Silane, SiH₄, is a gas from which silicon and silicon oxide films are grown, and silanol, SiH₃OH, is a small molecule with the Si–OH group found on oxide surfaces. In the pair studied here the O–H bond of silanol points away from silane, so no O–H hydrogen bond holds the two together. The molecules keep their shapes while the distance between them changes. Zero shift is the minimum found with PBE0-D4, which need not be the minimum of the methods in the table. A negative interaction energy means that they attract.

Interaction energies of silane and silanol in the gas phase, from Ansatz 0.2.0 with the def2-TZVPPD basis and frozen cores in CCSD and CCSD(T). They are counterpoise-corrected: pair minus both molecules in the pair's basis, negative for binding. Silanol is moved rigidly from the PBE0-D4/def2-TZVP minimum along the line between the mean atom positions, positive shifts outward.

```
shift from the minimum (Å)  CCSD(T) (kcal/mol)  PBE-D4 (kcal/mol)  wB97M-V (kcal/mol)  HF (kcal/mol)  CCSD (kcal/mol)  HF less CCSD(T) (kcal/mol)
                    -0.403                0.12              -0.80               -0.60           3.40             0.57                        3.28
                    -0.202               -0.58              -1.32               -1.06           1.86            -0.25                        2.45
                     0.000               -0.83              -1.45               -1.12           1.00            -0.57                        1.83
                     0.202               -0.85              -1.38               -1.02           0.52            -0.65                        1.37
                     0.484               -0.72              -1.16               -0.80           0.20            -0.59                        0.92
                     1.008               -0.44              -0.71               -0.47           0.02            -0.37                        0.46
                     2.016               -0.15              -0.22               -0.17          -0.01            -0.13                        0.14
                     4.032               -0.03              -0.03               -0.03          -0.01            -0.02                        0.02
```

**(a) Take CCSD(T) as the reference. Where does Hartree-Fock (HF) fail, and how can a reader tell that the failure is one of kind and not only of accuracy?**

Solution. The sign gives it away. At zero shift CCSD(T) binds the pair by 0.83 kcal/mol, while HF repels by 1.00 kcal/mol. HF stays repulsive out to a shift of 1.008 Å, and beyond that it reaches only -0.01 kcal/mol, which is the last printed digit. A method that was merely inaccurate would give a well of the wrong depth; HF gives practically no well.

The column of differences, HF less CCSD(T), shows what sort of error this is. It is positive in every row and shrinks at every step outward, so HF lacks an attraction that grows as the molecules approach. The error is largest at the closest row, where the two methods agree that the pair is repelled. Agreement in sign at a single distance would therefore have been a poor test.

**(b) Which attraction does HF leave out, and why does adding it produce a well?**

Solution. In HF each electron moves in the average field of all the others. Together with the Pauli principle, this accounts for the forces between permanent charge distributions, the polarisation of one molecule by the other, and the repulsion of overlapping closed shells. It leaves out the way electrons on one molecule respond to the momentary positions of those on the other. When the electrons of silane are momentarily displaced to one side, those of silanol respond, and the two displacements attract; this is dispersion. Each displacement averages to zero, but the attraction does not, because the two displacements keep in step. A method in which each molecule feels only the average field of the other therefore misses it.

The dependence on distance follows in two steps. A momentary dipole on one molecule makes a field at the other that falls as 1/R³, where R is the distance between the molecules. The dipole induced by this field acts back through a second factor 1/R³, which gives

E(dispersion) ∝ −1/R⁶

This can be tried on the HF error without fitting anything. Let R be the distance between the mean atom positions, which is 5.05 Å at a shift of 1.008 Å and 6.06 Å at 2.016 Å. The first of these rows has an error of 0.46 kcal/mol and sets the scale, so only the other rows are tests. For the second row the estimate is

0.46 × (5.05/6.06)⁶ ≈ 0.15 kcal/mol

and the table has 0.14. The output after the text gives the same estimate for every row.

The power law alone would not single out dispersion, because polarisation by a permanent dipole also falls as 1/R⁶. HF already includes that polarisation, however, apart from the changes that correlation makes to it. Theory therefore points to dispersion as the main part of the error at long range. Closer in, the estimate stays within 0.1 kcal/mol of the table, but this may be partly luck: the electron clouds overlap there, and correlation alters the other forces too.

The well comes from two different rates of fall. Closed-shell repulsion needs overlap of the outer tails of the electron clouds, which die away roughly exponentially. Over the first three steps of about 0.2 Å, the HF energy is nearly halved each time, while the error keeps about three quarters of its size. At the closest row the two almost cancel, 3.40 − 3.28 = 0.12 kcal/mol; at zero shift the attraction has won, 1.00 − 1.83 = −0.83 kcal/mol.

Two water molecules joined by a hydrogen bond would behave differently. Their permanent charges already attract strongly, so HF finds a well and correlation mainly corrects it. In the present pair correlation has to create the well.

**(c) Is any method that includes correlation or dispersion then good enough?**

Solution. CCSD shows why the answer depends on what one compares. At all shifts up to 2.016 Å it recovers about 85% of the energy that separates HF from CCSD(T), which sounds nearly complete. Yet at zero shift the remainder, 0.26 kcal/mol, is 31% of the CCSD(T) binding. The net binding is what is left after a large attraction and a large repulsion have cancelled, so a modest error in one of them becomes a large error in the result.

This remainder comes from triple excitations. Dispersion in its simplest form excites one electron on each molecule at the same time, and CCSD includes that. A third excited electron lets the correlation within one molecule adjust to the fluctuation it shares with its neighbour. Taken together, the triples strengthen the attraction in every row here.

The two density functionals err in the other direction: up to a shift of 2.016 Å both lie below CCSD(T). At zero shift PBE-D4 does so by 0.62 kcal/mol and wB97M-V by 0.29. Not all of this need be the functionals' fault, since CCSD(T) with a basis of this size usually binds such pairs somewhat too weakly.

The difference between the functionals is free of that doubt, because the reference drops out of it. At a shift of 1.008 Å PBE-D4 binds 0.24 kcal/mol more strongly than wB97M-V, which is over half of the CCSD(T) binding there. They cannot both be right, and wB97M-V is the one that stays within 0.03 kcal/mol of CCSD(T) from this row outward. A possible cause, not tested here, is that PBE itself makes overlapping electron tails attract too much, so that the added dispersion term counts part of the attraction twice.

For film growth the size of the well matters as well as its existence. The deepest CCSD(T) value, 0.85 kcal/mol, is only about 1.4 times the thermal energy RT at 300 K. In this orientation silane would hardly stay attached to silanol in a warm gas. PBE-D4 would make the contact look distinctly stickier, and HF would show almost no attraction at all.

The practical rule for weak contacts is to judge what a method leaves out against the net binding, not against the correlation energy, and to do so at several distances. A curve without a well should be recalculated with correlation before the pair is called unbound.

Printed output of the fit:

```
HF error and its inverse sixth power estimate (kcal/mol):
     row  centre distance in Å  HF less CCSD(T)  scaled from 1.008 Å row  estimate less value
  -0.403                  3.64             3.28                    3.284              0.00408
  -0.202                 3.841             2.45                    2.379             -0.07121
     0.0                 4.043             1.83                    1.749             -0.08096
   0.202                 4.245             1.37                    1.305             -0.06456
   0.484                 4.527             0.92                   0.8875             -0.03252
   1.008                 5.051             0.46                     0.46                    0
   2.016                 6.059             0.14                   0.1544              0.01439
   4.032                 8.075             0.02                  0.02755             0.007553
Other methods less CCSD(T) (kcal/mol):
     row  CCSD  PBE-D4  wB97M-V  wB97M-V less PBE-D4
  -0.403  0.45   -0.92    -0.72                  0.2
  -0.202  0.33   -0.74    -0.48                 0.26
     0.0  0.26   -0.62    -0.29                 0.33
   0.202   0.2   -0.53    -0.17                 0.36
   0.484  0.13   -0.44    -0.08                 0.36
   1.008  0.07   -0.27    -0.03                 0.24
   2.016  0.02   -0.07    -0.02                 0.05
   4.032  0.01       0        0                    0
Rows where HF binds (count): 2
Rows where CCSD(T) binds (count): 7
Mean factor of HF energy per step over the first three steps of 0.2 Å: 0.5348
Mean factor of HF error per step over the same steps: 0.7475
Smallest share of the correlation part found by CCSD, shifts below 3 Å (%): 84.78
Largest share of the correlation part found by CCSD, shifts below 3 Å (%): 86.28
Triples as share of CCSD(T) binding at zero shift (%): 31.33
PBE-D4 excess binding at zero shift (% of CCSD(T)): 74.7
wB97M-V excess binding at zero shift (% of CCSD(T)): 34.94
PBE-D4 excess binding at 1.008 Å (% of CCSD(T)): 61.36
wB97M-V excess binding at 1.008 Å (% of CCSD(T)): 6.818
Thermal energy RT at 300 K (kcal/mol): 0.5962
Deepest CCSD(T) binding over RT at 300 K (ratio): 1.426
```
